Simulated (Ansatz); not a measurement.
# Mesh convergence and cost of the phonon-limited resistivity and coupling constant of Tb (hcp) in PBE with the 4f shell in the core

The usual rule of thumb is that once the coupling constant $\lambda$ has settled with the meshes, the resistivity has settled too, because both add up the same scattering of electrons by phonons. I test it here on Tb (hcp), asking also which mesh matters most and how much processor time is needed. If the rule fails, a run can look converged in $\lambda$ and still give a resistivity that is off by several per cent. The quantities are $\lambda$ and the phonon-limited resistivity at 300 K, both for one fixed cell. Unless I name a direction, the resistivity is the mean over the three current directions. Its values in the hexagonal plane and along the axis differ strongly and are not tabled, so I describe them only in words. Deviations are taken from ladder step 4, which is itself not fully converged, so they measure distance from the best run in the table and not from the mesh limit.

## Set-up

One crystal, Tb (hcp), 2 atoms a cell, in one relaxed cell. Starts: cells from crystal-structure databases (structures alone), relaxed in cell and atoms with the same functional. Program: Ansatz 0.2.0, plane waves, PBE, 4f-in-core NC potentials, scalar-relativistic, wave cutoff 680 eV, Methfessel-Paxton smearing of 0.2 eV. No spin polarisation and no spin-orbit coupling. Harmonic phonons and electron-phonon potentials come from linear response on the q mesh and are interpolated to the scattering mesh; the resistivity solves the linearised Boltzmann equation with phonon scattering alone at the static relaxed cell. Cutoff and smearing above are those of the ladder steps; each row changes the meshes or one setting as its name says, and the table gives its own values. Cost is processor time summed over threads on shared Arm machines, rough to a factor of two. Sources of the cells: Crystallography Open Database. Selection: Runs whose self-consistent cycle did not end as converged, with imaginary phonons on their own or a finer mesh, whose potentials the program flagged as not matching the functional or are known to be faulty, or with settings drawn wide or wrong on purpose are left out.

Notes on method and selection:

- No impurities, grain boundaries, thermal expansion or anharmonicity are included.
- Trivalent lanthanides have the 4f shell frozen in the core: no magnetic order and no spin-disorder scattering.
- The last ladder step is itself not fully converged.
- Finer, coarser, higher and narrow refer to the ladder step that shares the other settings.
- Unless a note says otherwise, phonons between the q points are interpolated with the electrons' self-energy on the scattering mesh.
- Phonon energies come from harmonic force constants; lambda and omega_log together fix a McMillan-type superconducting transition temperature.
- Fourier interpolation alone means that phonons between the q points lack the electrons' self-energy on the scattering mesh (the default for magnets and the coarsest step); it can move lambda and the resistivity by tens of per cent.
- Runs in which the search for lower states was switched off are not listed.
- Runs that did not converge, have known faults or may not be shown are not listed, and runs on Ansatz's PAW sets soft_1 and soft_2 are kept to separate tables.

Columns:

- cost (core-seconds): processor time of the whole run.
- off finest (%): resistivity relative to the last ladder step, signed.
- functional; meshes: functional; divisions of the electron mesh / phonon q mesh / scattering mesh.
- cutoff / smearing: wave cutoff (eV) / smearing width (eV).
- resistivity 300 K (μΩ cm): phonon-limited resistivity at 300 K, mean of the three diagonal elements.
- lambda: electron-phonon coupling constant lambda = 2 int a2F(w)/w dw on the scattering mesh.
- omega_log (meV): logarithmic mean phonon energy of a2F.

## Computed values

| member | cost (core-seconds) | off finest (%) | functional; meshes | cutoff / smearing | resistivity 300 K (μΩ cm) | lambda | omega_log (meV) | remark |
| --- | --- | --- | --- | --- | --- | --- | --- | --- |
| ladder step 1 | 200 | −3.1 | PBE; 6x6x4 / 2x2x2 / 8x8x8 | 680 / 0.2 | 60.09 | 0.844 | 7.91 | Fourier interpolation alone |
| coarser electron mesh | 490 | −2.4 | PBE; 6x6x4 / 3x3x2 / 12x12x8 | 680 / 0.2 | 60.53 | 0.852 | 7.66 |  |
| narrow Fermi-Dirac smearing | 620 | −3.8 | PBE; 9x9x4 / 3x3x2 / 12x12x8 | 680 / 0.04 | 59.67 | 0.843 | 7.75 |  |
| Fourier interpolation of the phonons | 660 | −4.7 | PBE; 9x9x4 / 3x3x2 / 12x12x8 | 680 / 0.2 | 59.14 | 0.834 | 7.79 | Fourier interpolation alone |
| higher cutoff | 830 | −2.7 | PBE; 9x9x4 / 3x3x2 / 12x12x8 | 700 / 0.2 | 60.38 | 0.852 | 7.69 |  |
| coarser scattering mesh | 840 | 2.1 | PBE; 9x9x4 / 3x3x2 / 8x8x8 | 680 / 0.2 | 63.36 | 0.869 | 7.76 |  |
| finer electron mesh | 900 | −3.9 | PBE; 12x12x6 / 3x3x2 / 12x12x8 | 680 / 0.2 | 59.59 | 0.844 | 7.76 |  |
| ladder step 2 | 960 | −2.7 | PBE; 9x9x4 / 3x3x2 / 12x12x8 | 680 / 0.2 | 60.39 | 0.852 | 7.69 |  |
| finer scattering mesh | 1000 | 0.6 | PBE; 9x9x4 / 3x3x2 / 18x18x8 | 680 / 0.2 | 62.42 | 0.845 | 7.69 |  |
| ladder step 3 | 1100 | −3.6 | PBE; 9x9x6 / 3x3x2 / 12x12x8 | 680 / 0.2 | 59.78 | 0.846 | 7.73 |  |
| ladder step 4 | 1400 | 0.0 | PBE; 12x12x6 / 3x3x2 / 18x18x12 | 680 / 0.2 | 62.04 | 0.844 | 7.77 |  |

## The trend and its physics

Of the electron and scattering meshes, the scattering mesh moves the resistivity more. With the electron mesh held at 12x12x6, refining the scattering mesh from 12x12x8 to 18x18x12 raises the resistivity from 59.59 to 62.04 μΩ cm, while $\lambda$ stays at 0.844. The mean understates this change, because the resistivity in the plane rises by more than that and the one along the hexagonal axis falls. With the scattering mesh held at 12x12x8, refining the electron mesh from 6x6x4 to 12x12x6 lowers the resistivity only from 60.53 to 59.59 μΩ cm, and $\lambda$ from 0.852 to 0.844. I lean on these rows because the program warned of an incompletely converged eigensolver in steps 2 and 3 and in every row with the electron mesh of step 2. The phonon mesh stays unranked, since it changes only in step 1, together with the other meshes.

A short model shows how the resistivity can move while $\lambda$ stands still. At 300 K, $k_BT$ is roughly 26 meV, well above the logarithmic mean phonon energy of about 7.7 meV. I therefore treat the phonons as classical, which costs about one per cent, and the scattering rate is

$$\frac{1}{\tau}=\frac{2\pi k_BT}{\hbar}\,\lambda_{tr}.$$

Next I assume one relaxation time for the whole Fermi surface. With $N$ the density of states per volume for both spins and $v_x$ the velocity along the current,

$$\frac{1}{\rho}=e^2N\langle v_x^2\rangle\tau.$$

The transport coupling differs from $\lambda$ by a factor $g$ that gives more weight to collisions which turn the velocity strongly, so $\lambda_{tr}=g\lambda$. Together these give

$$\rho=K\lambda,\qquad K=\frac{2\pi k_BT\,g}{\hbar e^2N\langle v_x^2\rangle}.$$

The tabled resistivity is a mean over three current directions, so $K$ stands for the same mean. The last assumption is that $K$, being built from averages over the Fermi surface, depends on the scattering mesh alone. The electron mesh, smearing, cutoff and phonon interpolation then act only through $\lambda$. I use two parameters, $K_{12}$ for the 12x12x8 mesh and $K_{18}$ for both meshes with 18 divisions in the plane. Since $\rho$ and $\lambda$ come out of the same run, the model sorts causes and saves no calculation.

## Fixing and testing the model

I fix $K_{12}$ on ladder step 2 and $K_{18}$ on ladder step 4:

$K_{12}$ = 60.39 / 0.852 = 70.88 μΩ cm

$K_{18}$ = 62.04 / 0.844 = 73.51 μΩ cm

For the finer electron mesh the model gives 70.88 × 0.844 = 59.82 μΩ cm, against 59.59 in the table, so it is 59.82 − 59.59 = 0.23 μΩ cm too high.

For the narrow Fermi-Dirac smearing it gives 70.88 × 0.843 = 59.75 μΩ cm, against 59.67, which is 0.08 too high.

For Fourier interpolation of the phonons it gives 70.88 × 0.834 = 59.11 μΩ cm, against 59.14. The way the phonons are interpolated thus changes the resistivity almost entirely through $\lambda$.

For the finer scattering mesh it gives 73.51 × 0.845 = 62.12 μΩ cm, against 62.42, which is 0.30 too low. This is the only row that tests $K_{18}$, and its mesh has 8 divisions along the hexagonal axis where step 4 has 12. The test is weak, since reusing the resistivity of step 4 unchanged would miss by 62.42 − 62.04 = 0.38 μΩ cm, which is little worse. The small miss is also a cancellation. If the model is applied to each direction separately, it comes out too high in the plane and too low along the hexagonal axis, each time by far more than 0.30 μΩ cm. A single $K_{18}$ for both meshes therefore works for the mean only and does not describe the two directions.

Six rows besides step 2 use the 12x12x8 scattering mesh. Over these six the mean miss is 0.11 μΩ cm, while their mean distance from their own average is roughly 0.4 μΩ cm. At a fixed scattering mesh the proportionality therefore carries real information.

A single constant for all meshes would not do. Step 1, the finer electron mesh and step 4 share $\lambda$ = 0.844, yet their resistivities are 60.09, 59.59 and 62.04 μΩ cm.

## Outliers

The clear failure in the mean resistivity is ladder step 1. The row with the coarser scattering mesh has the same 8x8x8 scattering mesh and gives $K$ = 63.36 / 0.869 = 72.91 μΩ cm. For step 1 that predicts 72.91 × 0.844 = 61.54 μΩ cm, which is 61.54 − 60.09 = 1.45 μΩ cm too high. The assumption that fails is that $K$ depends on the scattering mesh alone. Step 1 also has a coarser electron mesh, a coarser phonon mesh and Fourier interpolation alone. At 12x12x8 the electron mesh and the interpolation hardly touch $K$, so I suspect the 2x2x2 phonon mesh, which could misjudge the share of large-angle scattering and with it $g$.

The model also says nothing about how $K$ approaches its limit. With the electron mesh at 9x9x4, the resistivity goes from 63.36 to 60.39 to 62.42 μΩ cm as the scattering mesh is refined. The swing comes from the resistivity in the plane, while the one along the hexagonal axis falls at both refinements. A sum over a thin Fermi surface can swing in this way on coarse meshes, and I would not extrapolate from it.

## Cost

Every row lies within 5% of step 4 in $\lambda$ and in the mean resistivity, including step 1 at 200 core-seconds. The single directions agree less well. Along the hexagonal axis every other row lies more than 5% above step 4, and in the plane every other row lies below it, most of them by more than 5%. In the mean these deviations partly cancel, so none of the cheaper rows replaces step 4 for a current along a given direction. Even for the mean I would not rely on step 1, because it combines several coarse settings whose errors may partly cancel.

Step 4 takes 1400 core-seconds, or 1400 / 200 = 7 times as much, which is still under half an hour on one core. Refining only the scattering mesh of step 2, and that only in the plane, shifts the mean resistivity by 62.42 − 60.39 = 2.03 μΩ cm at a cost that the timings cannot tell from that of step 2 itself. The resistivity along the hexagonal axis hardly changes and stays well above that of step 4. Additional time should go to the scattering mesh first, with more divisions along the axis as well as in the plane. For a resistivity safe to 1%, the table gives no sufficient time, only the advice to go beyond step 4.

## Closing remarks

The rule of thumb holds for changes made at a fixed 12x12x8 scattering mesh and fails when that mesh itself is changed. I would therefore converge the resistivity on the scattering mesh directly, whatever $\lambda$ does, and check each current direction by itself, since a steady mean can hide opposite shifts.

For the real metal at 300 K, a larger matter is the missing scattering from disordered 4f moments. In heavy lanthanides with large spins it adds far more to the resistivity than the span of the whole table, 63.36 − 59.14 = 4.22 μΩ cm. The same moments break Cooper pairs, so a transition temperature worked out from $\lambda$ and the phonon energies would be far too high for Tb, which orders magnetically instead of superconducting.
